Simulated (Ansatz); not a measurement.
# Intrinsic anomalous Hall conductivity of FePt — Ansatz, plane waves and PAW

Space group P4/mmm (No. 123), 2 atoms in the cell of the first input below: a = 2.722 Å, b = 2.722 Å, c = 3.700 Å, α = 90.00°, β = 90.00°, γ = 90.00°.

The structure is a measured one, not always of the ambient phase, taken without relaxation (pressure 5.0 GPa with this functional, without spin–orbit coupling). Functional: PBE.

Spin up, the majority, lies along +z, so the magnetisation points along −z and signs are opposite to those quoted for a magnetisation along +z. Input of the Wannier step:

```yaml
crystal:
  lattice:
    - [2.7216546016, 0.0, 0.0]
    - [0.0, 2.7216546016, 0.0]
    - [0.0, 0.0, 3.7000008167]
  atoms:
    - { symbol: Fe, position: [0.5, 0.5, 0.5], spin: 3.05, spin_axis: [0.0, 0.0, 1.0] }
    - { symbol: Pt, position: [0.0, 0.0, 0.0] }
  symmetry: { detect: false, analysis: as_solved }
basis:
  ecutwfc: 420
  ecutrho_ratio: 4
kpoints:
  mp_grid: { grid: [8, 8, 6] }
hamiltonian:
  xc: pbe
scf:
  occupations: { method: gaussian, width: 0.05 }
  lower_state_search: "off"
  n_extra_bands: 52
output:
  forces: true
  stress: true
  eigenvalues: true
  populations: true
  wannier:
    kmesh: [6, 6, 6]
    projections:
      - { site: 0, l: s, shell: 4 }
      - { site: 0, l: p, shell: 4 }
      - { site: 0, l: d, shell: 3 }
      - { site: 1, l: s, shell: 6 }
      - { site: 1, l: p, shell: 6 }
      - { site: 1, l: d, shell: 5 }
    minimise: true
    stability_check: false
    conv_tol: 1.0e-06
    disentanglement:
      window: [7.27, 63.77]
      frozen_window: [11.77, 22.27]
      conv_tol: 1.0e-08
    ahc:
      kmesh: [24, 24, 24]
      sigma_tolerance_s_per_cm: 15.0
      fermi_levels: [20.5701, 20.6701, 20.7701, 20.8701, 20.9701]
magnetization:
  noncollinear: true
  spin_orbit: true
checkpoint:
  read: start.run
  write: ck
  compress: false
  write_wavefunctions: false
  write_every: 100000
```

```bash
ansatz run input.yaml --threads 8 --pin off --max-ram 15360MiB --backend cpu --events-out ev --progress --plain --runs-dir out
```

start.run is the saved state of an earlier run of the same cell.

Time: 2.5 min on 8 threads of Intel(R) Xeon(R) Platinum 8488C (Sapphire Rapids), on a shared host, peak memory 2.1 GiB.

Problem. How large is σ_xy nearest the Fermi level, and how far do rigid shifts from -0.12 to 0.28 eV move it?

Solution. -1010 S/cm (the program's sign) at -0.024 eV from this run's Fermi level; over the shifts it runs from -1136 to -742 S/cm.

```json
{"shift (eV)": "-0.124", "σ_yz": "0", "σ_zx": "-1", "σ_xy (S/cm)": "-1136", "larger of the sampling and near-crossing errors": "15"}
{"shift (eV)": "-0.024", "σ_yz": "-2", "σ_zx": "-5", "σ_xy (S/cm)": "-1010", "larger of the sampling and near-crossing errors": "15"}
{"shift (eV)": "0.076", "σ_yz": "-2", "σ_zx": "3", "σ_xy (S/cm)": "-921", "larger of the sampling and near-crossing errors": "15"}
{"shift (eV)": "0.176", "σ_yz": "-6", "σ_zx": "2", "σ_xy (S/cm)": "-826", "larger of the sampling and near-crossing errors": "15"}
{"shift (eV)": "0.276", "σ_yz": "7", "σ_zx": "7", "σ_xy (S/cm)": "-742", "larger of the sampling and near-crossing errors": "15"}
```

Cell spin moment 3.29 μB in this run and 3.29 μB in the scalar-relativistic run on the 12×12×10 mesh. σ changes sign with the magnetisation. Symmetry was switched off, so components that the crystal's symmetry forbids show the noise of the model.

Caveats: coarse Wannier mesh, not compared with a finer one; parallel moments were imposed and no other order was compared; the ferromagnetic state is metallic at this level, and the k-mesh was not tested.

The anomalous Hall conductivity is large at the Fermi level and keeps its sign throughout the window. Its magnitude falls at every upward step, from 1136 to 742 S/cm, and each change is well beyond the listed error of 15 S/cm. A collinear ferromagnet has no such response without spin–orbit coupling, which turns the exchange splitting into Berry curvature where it mixes and separates nearby bands. In FePt the exchange field comes mainly from Fe 3d states and the strong spin–orbit coupling from Pt 5d states, so their hybridisation is the probable source of the large value. The equal spin moments with and without the coupling fit this picture: the coupling reshapes the Bloch states without noticeably altering the net spin polarisation. The steady decline suggests that curvature is spread over many states rather than concentrated in one sharp near-degeneracy at the Fermi level, though a band-resolved analysis would be needed to confirm this. A measured Hall conductivity may also contain skew-scattering and side-jump parts, which the intrinsic value leaves out.
